**Q:** I have a molecule with naphthalene, an enol ether and a dimethylsilyl group all fused together, and a list of its calculated orbital energies. HOMO is the highest filled orbital, LUMO the lowest empty one, and the numbers count outward from them. Can you tell me where LUMO+2 and LUMO+3 lie before we look?

PySCF 2.14.0, density-fitted Kohn-Sham DFT at the B3LYP/def2-SVP level for the neutral singlet C14H12OSi, SMILES C[Si]1(C)C2=COc3cccc4ccc1c2c34, in the gas phase at a GFN2-xTB geometry. The largest atom weight is the largest fraction of an orbital on any single atom, from Löwdin populations.

```csv
row,orbital energy (eV),orbital label,orbital largest atom weight
1,-7.840,HOMO-4,0.230
2,-7.700,HOMO-3,0.180
3,-7.350,HOMO-2,0.200
4,-6.840,HOMO-1,0.180
5,-5.030,HOMO,0.150
6,-1.000,LUMO,0.170
7,-0.700,LUMO+1,0.210
8,?,LUMO+2,?
9,?,LUMO+3,?
```

**A:** I can try, but the filled orbitals are the place to start. The HOMO stands 1.81 eV above HOMO-1, whereas the next step down is only 0.51 eV. In none of the known orbitals does a single atom carry more than 0.23 of the weight, so each is spread over at least five atoms. That suggests looking at the whole ring system rather than at silicon or oxygen alone.

**Q:** What is special about the ring system?

**A:** Leave out the silicon for a moment. The naphthalene, the C=C bond and the oxygen form three six-membered rings sharing one central carbon. This is the skeleton of phenalenyl, with one outer CH replaced by oxygen. Twelve carbons give one π electron each and oxygen gives two, which makes 14 electrons on 13 centres.

Hückel theory gives phenalenyl a simple ladder. In units of the bond energy $\beta$, counted positive for bonding, there is one level at 0, three at $+1$ and three at $-1$. Further out come two at each of $\pm\sqrt{3}$ and one at each of $\pm\sqrt{6}$. Fourteen electrons fill everything up to and including the lone middle level, and on this reading that level is your isolated HOMO.

**Q:** Doesn't the oxygen spoil the pattern?

**A:** Only partly. From three levels of equal energy one can always form two combinations that vanish on a chosen atom. Put oxygen there and these two do not notice it, so they stay at $+1$ or $-1$. The third does have weight on oxygen and is pulled down.

With the usual rough Hückel constants for oxygen, the middle level sinks from 0 to 0.32. One of the three empty levels drops from $-1$ to $-0.65$ and becomes the LUMO. The two left at $-1$ are LUMO+1 and LUMO+2. The next empty level comes only at $-1.53$, so there should be a clear gap before LUMO+3.

**Q:** How do you turn that into electronvolts?

**A:** I fitted a straight line in the Hückel level to the five orbitals from HOMO-2 to LUMO+1, with an added step for empty orbitals. For LUMO+3, which was not in the fit, it gives

$$E = -4.338 + 1.28 - 2.675 \times (-1.53) \approx 1.04\ \text{eV}.$$

The line puts LUMO+1 and LUMO+2 together at $-0.38$ eV. Real bonds are unequal, so the pair must split. I assume that it splits as HOMO-1 and HOMO-2 do, and add half of their 0.51 eV for the upper partner. That gives about $-0.13$ eV for LUMO+2.

**Q:** And how far do you trust this?

**A:** Moderately. Three constants on five rows leave little to test, and when each row in turn is predicted from the others, the typical error is 0.88 eV. My error bars are narrower than that, so they rest on judgement rather than statistics.

There is also a warning among the filled orbitals. Below the pair at $+1$ the π ladder has levels at $+1.33$ and $+1.73$, and I first gave them to HOMO-3 and HOMO-4. That would put HOMO-4 at $-8.97$ eV, but it lies at $-7.84$ eV.

The atom weights from the same run show why. HOMO-3 has its largest weights on silicon and the two ring carbons bonded to it, so it is an orbital of the Si–C bonds. HOMO-4 is spread over ring carbons and oxygen. It takes the level at $+1.33$, where the line gives $-7.90$ eV. An empty orbital on the silyl group could likewise slip in below the π level that I expect for LUMO+3.

So these are my forecasts:

- LUMO+2: about $-0.1$ eV, give or take 0.5 eV, with a largest atom weight of 0.15 to 0.27.
- LUMO+3: about $+1.0$ eV, give or take 0.7 eV, after a clear gap, with a largest atom weight of 0.15 to 0.40.

**Q:** Why not simply continue the 0.30 eV step from LUMO to LUMO+1?

**A:** That is the fair alternative. It gives about $-0.4$ eV for LUMO+2, which my error bar also allows, and about $-0.1$ eV for LUMO+3, which it does not. LUMO+3 is therefore the row that can decide between the two.

**Q:** Then let us look.

The withheld rows as computed:

```csv
row,orbital energy (eV),orbital label,orbital largest atom weight
8,-0.200,LUMO+2,0.140
9,1.080,LUMO+3,0.290
```

**A:** Both energies fall inside their ranges. LUMO+2 lies at $-0.20$ eV, and there the equal-step guess is too low by only 0.20 eV, so this row does not decide between the two. LUMO+3 lies at 1.08 eV, after a gap of 1.28 eV, and there the equal-step guess is too low by 1.18 eV. The empty levels do come as a group of three followed by a gap, as the phenalenyl ladder says.

One forecast failed. The largest atom weight of LUMO+2 is 0.14, just below my range. A difference of 0.01 in such a population has no chemical meaning; I had drawn the range too tightly. The orbital is spread over at least seven atoms.

**Q:** Your energy for LUMO+3 is off by only 0.04 eV. Isn't that impressive?

**A:** No, it is a coincidence: LUMO+3 turns out not to be the π level that I forecast, as we shall see in a moment. The gap is the firmer result. The assumed splitting also came out well: LUMO+1 and LUMO+2 are 0.50 eV apart, almost the same as HOMO-1 and HOMO-2. In Hückel theory these two pairs, which avoid the oxygen, mirror each other, with the same weight on every atom. Small differences in bond length, taken alone, would then split both pairs equally. The mirror is imperfect here, though: HOMO-2 and its partner LUMO+2 have largest atom weights of 0.20 and 0.14. So the near-equal splittings fit this reason without proving it.

**Q:** So is LUMO+3 a π orbital?

**A:** No, although its energy fits one. The atom weights from the run place 0.29 of it on silicon, and the next largest shares on two methyl hydrogens and a methyl carbon. Those four atoms hold more than half of the orbital. It is an empty orbital of the dimethylsilyl group, which has slipped in below the next π level.

That π level must lie higher, at an energy the table does not show. So the gap in the π ladder is real, and at least as wide as the one we saw, but my energy for LUMO+3 matched the wrong orbital. A good number alone does not show that an orbital has been identified; its atom weights or a plot can.

Its energy is also positive, so an electron in it would not be bound. The small basis without diffuse functions keeps such an orbital close to the molecule. With diffuse functions, other spread-out orbitals would appear at similar or lower energies, and the label LUMO+3 could pass to one of them.

**Q:** What would change if the oxygen were replaced by a carbon?

**A:** With CH there and the same number of electrons, you would have the phenalenyl anion. Its HOMO would return to the middle of the ladder, and the three lowest empty π levels would fall together in Hückel theory. In the model, oxygen lowers the middle level and one of those three by similar amounts, and the latter becomes the LUMO. The printed analysis below gives the Hückel level and the model energy for each orbital as I first assigned them; for HOMO-4, HOMO-3 and LUMO+3 that assignment did not hold. It also holds a reminder that orbital energies are not ionisation energies: the vertical ionisation energy computed for this molecule exceeds minus the HOMO energy by 1.65 eV.

The analysis program printed:

```
Moved Hueckel levels confirmed by a sign change (of 4): 4
fit of orbital_energy on 5 rows (firm > 0): constant -4.338 +/- 0.6, coefficient of virt 1.28 +/- 1.2, coefficient of hx -2.675 +/- 0.71; rms 0.273, worst 3 0.337, leave-one-out rms 0.88
  rows outside the fit (model, value, miss): 1 -8.966, -7.84, -1.13; 2 -7.896, -7.7, -0.196; 8 -0.3818, -0.2, -0.182; 9 1.036, 1.08, -0.0438
Levels and spacings in eV:
  row  Hueckel level  model energy  computed energy  spacing to row before  largest atom weight
    1           1.73        -8.966            -7.84                    n/a                 0.23
    2           1.33        -7.896             -7.7                   0.14                 0.18
    3              1        -7.013            -7.35                   0.35                  0.2
    4              1        -7.013            -6.84                   0.51                 0.18
    5           0.32        -5.194            -5.03                   1.81                 0.15
    6          -0.65        -1.318               -1                   4.03                 0.17
    7             -1       -0.3818             -0.7                    0.3                 0.21
    8             -1       -0.3818             -0.2                    0.5                 0.14
    9          -1.53         1.036             1.08                   1.28                 0.29
Half of the HOMO-1 to HOMO-2 splitting in eV: 0.255
LUMO+2 forecast in eV: -0.1268
LUMO+2 error bar in eV: 0.5
LUMO+2 forecast less computed in eV: 0.07321
LUMO+3 forecast in eV: 1.036
LUMO+3 error bar in eV: 0.7
LUMO+3 forecast less computed in eV: -0.04379
Equal-spacing rival for LUMO+2 in eV: -0.4
Equal-spacing rival for LUMO+2 less computed in eV: -0.2
Equal-spacing rival for LUMO+3 in eV: -0.1
Equal-spacing rival for LUMO+3 less computed in eV: -1.18
Vertical ionisation energy less minus HOMO energy in eV: 1.65
```
